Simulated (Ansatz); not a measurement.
A series in volume scale on Ge

Results calculated with Ansatz 0.2.0, not measured. Free energy against uniform scaling of the volume at fixed shape and fractions; periodic cell, basis, potentials, k mesh and filling as listed.

The cell before it is scaled or strained (space group Fd-3m, No. 227):
```
cell vectors (Å)
   0.0000     2.8289     2.8289
   2.8289     0.0000     2.8289
   2.8289     2.8289     0.0000
atoms (fractions of the cell vectors)
Ge  0.00000  0.00000  0.00000
Ge  0.25000  0.25000  0.25000
```

Settings of every row: functional LDA; dispersion none; potentials all-electron LAPW; k mesh 6x6x6; k shift 0x0x0; occupations fermi dirac; smearing width 0.05 eV; spin none.

Limits: coarse k mesh, up to 40 meV an atom off.

```csv
row,volume scale,V (Å³/atom),energy above lowest point (meV/atom)
1,0.92,20.828,20
2,0.96,21.733,?
3,1,22.639,0
4,1.04,23.544,13.2
5,1.08,24.45,38.2
```

Question: what energy above lowest point should row 2 give?

Worked fit of energy above lowest point. Take u = (V_r/V)^(2/3) − 1 with V_r = 23.091 Å³ an atom, which is twice the finite (Eulerian) strain; such expansions in the strain, on which the Birch-Murnaghan equation of state is built, carry the rest volume and the bulk modulus. The shown rows have u = 0.07118, 0.01327, -0.01287, -0.03741. Least squares give energy above lowest point = 4.97 − 509.4 × u + 10123 × u² meV/atom; a straight line predicts inner rows, each left out in turn, worse (root mean square 18 against 0.013 meV/atom). All shown rows lie on it to the printed digit. Its lowest point lies at u = 0.0252, or V = 22.25 Å³ an atom, and the curvature there gives the bulk modulus at fixed shape and fractions, B = (4/9)(1 + u)² E″(u)/V = 68.1 GPa. The withheld row has u = 0.04123, so the fit gives 4.97 − 509.4 × (0.04123) + 10123 × (0.04123)² = 1.2 meV/atom.

The calculation gave 1 meV/atom. The fit lies 0.2 meV/atom (20 % of the value, 0.52 % of the column's range) above it; its largest miss of a shown row is 0.0 meV/atom.
